## The expectation

Refining the k mesh should bring a crystal steadily closer to its final size, shape and energy. It also seems natural to trust a relaxation that ends at zero pressure. The copper cell below breaks both expectations, and its first row does so by a quarter of the volume.

Body-centred tetragonal copper (I4/mmm, one atom per cell), relaxed to zero pressure with Ansatz 0.2.0 using r2SCAN, PAW, a 500 eV plane-wave cutoff, Gaussian smearing of 0.1 eV, no spin polarisation and Gamma-centred k meshes. Volume changes are relative to the starting cell (11.46 Å³ per atom); a, b and c are the lengths of the relaxed primitive vectors.

| k mesh | volume per atom (Å³) | volume change (%) | length a (Å) | length b (Å) | length c (Å) |
| --- | --- | --- | --- | --- | --- |
| 1x1x1 | 8.572 | -25.190 | 2.248 | 2.248 | 2.248 |
| 4x4x4 | 11.446 | -0.100 | 2.461 | 2.461 | 2.461 |
| 6x6x6 | 11.518 | 0.520 | 2.466 | 2.466 | 2.466 |
| 8x8x8 | 11.488 | 0.270 | 2.463 | 2.463 | 2.463 |
| 12x12x12 | 11.482 | 0.210 | 2.466 | 2.466 | 2.466 |
| 20x20x20 | 11.479 | 0.180 | 2.463 | 2.463 | 2.463 |

## A converged relaxation to a wrong crystal

The 1x1x1 mesh shrinks the cell to 8.57 Å$^3$ per atom, against 11.48 Å$^3$ with 20x20x20. The relaxation itself converged, since the remaining pressure is only a few thousandths of a GPa. Zero pressure shows only that the energy, as this mesh computes it, has no slope left along the volume. Whether that energy is right is a separate question.

The warning came at the first step. In the starting cell the pressure was −83 GPa, a strong pull inwards, while every denser mesh gave less than 1 GPa in size. The energy of that same cell was already 10.6 eV below the 20x20x20 value. The error therefore precedes the contraction, and the low energy is no sign of a stable dense copper.

## Why one k point pulls the cell together

In a metal the outer electrons fill a band from its bottom up to the Fermi energy $E_F$. Squeezing the crystal raises their kinetic energy, and this resists compression. The 1x1x1 mesh contains only the point Gamma, where copper's broad 4s band has its bottom. Every s electron is then counted at the bottom, and the cost of filling the band disappears.

For one free electron per atom in the volume $V$, the missing energy and pressure are

$$E_{\rm kin}=\tfrac35E_F,\qquad p=\tfrac25\,\frac{E_F}{V}.$$

At the starting volume this model puts $E_F$ about 7 eV above the band bottom, which gives roughly 4 eV and 40 GPa. This is the right order of magnitude, but less than half of what the calculation shows.

A second effect probably adds to the first. In copper's known band structure the s level at Gamma lies below the d levels, so it should take two electrons and leave a hole in the d shell. The occupations were not recorded, so this remains an inference. The smearing entropy term of the relaxed cell fits it: 60 meV, close to the 56 meV of a single half-filled level. One level can give no more than that, so another must add the small rest. Without spin polarisation, an odd number of electrons at one k point leaves such a level whenever the highest occupied one is not degenerate, so the agreement does not prove which level it is.

## A good volume with a poor energy

With 4x4x4 the volume is within 0.3 % of the 20x20x20 value, yet the energy is still 0.2 eV higher. The equilibrium volume depends on how the energy changes with volume. An error that is nearly the same at all volumes drops out of it, but stays in the energy. Even between the two densest meshes the energy moves by 8 meV, so 20x20x20 is a reference here and not a proven limit.

## The shape that the lengths conceal

Compare 8x8x8 with 12x12x12. The printed lengths differ by 0.003 Å and the volumes by less than 0.1 %, so the structure looks settled. But these lengths are the three equal primitive vectors of a body-centred tetragonal cell. Each has the length

$$L=\sqrt{a^2/2+c^2/4},$$

where $a$ and $c$ are the conventional edges. At fixed volume $L$ is smallest at $c=a$, and near that point it hardly responds to a change of shape.

The angles of the relaxed cells reveal what happened: $c$ drops from 2.78 to 2.68 Å while $a$ grows. The ratio $c/a$ goes from 0.967 to 0.917, then back to 0.947 with 20x20x20. Unfinished relaxation is not the reason, because on the parabola fitted below the leftover stresses could change $c/a$ by only about 0.1 %.

Part of the reason is that little energy holds the shape. For a small distortion the energy should rise as

$$\Delta E=K\left[\ln\frac{c/a}{(c/a)_0}\right]^2,$$

with $(c/a)_0$ the nearby shape of lowest energy. This can hold only close to that shape. At $c/a=1$ the cell is body-centred cubic and symmetry makes the slope zero, while at $c/a=\sqrt2$ it becomes the face-centred cubic crystal of ordinary copper. A least-squares fit to the energy gained by reshaping the starting cell, over the five meshes from 4x4x4 up, gives $K\approx1.48$ eV. The 12x12x12 row dominates this fit, and 4x4x4 follows it poorly.

Take the 12x12x12 and 20x20x20 shapes, both from fitted rows. The logarithm of $0.947/0.917$ is 0.032, so $\Delta E=1.48\times0.032^2$ eV, or about 1.5 meV. Softness alone does not explain the shift, though. On the same parabola, the difference between the stresses along $c$ and $a$ would have to be wrong by about 2 GPa to move the cell from one shape to the other. In the starting cell the pressures of the two meshes differ by only 0.13 GPa. The coarser mesh therefore seems to disturb the shape much more than the volume.

Theory suggests where the push comes from. A change of shape raises some band states and lowers others, so electrons move between regions of the Fermi surface, which a finite mesh samples unevenly. No scan of the shape at fixed volume is available to test this.

For practical work, each quantity needs its own comparison between dense meshes. Here the volume settles first, the energy more slowly, and the shape not yet.
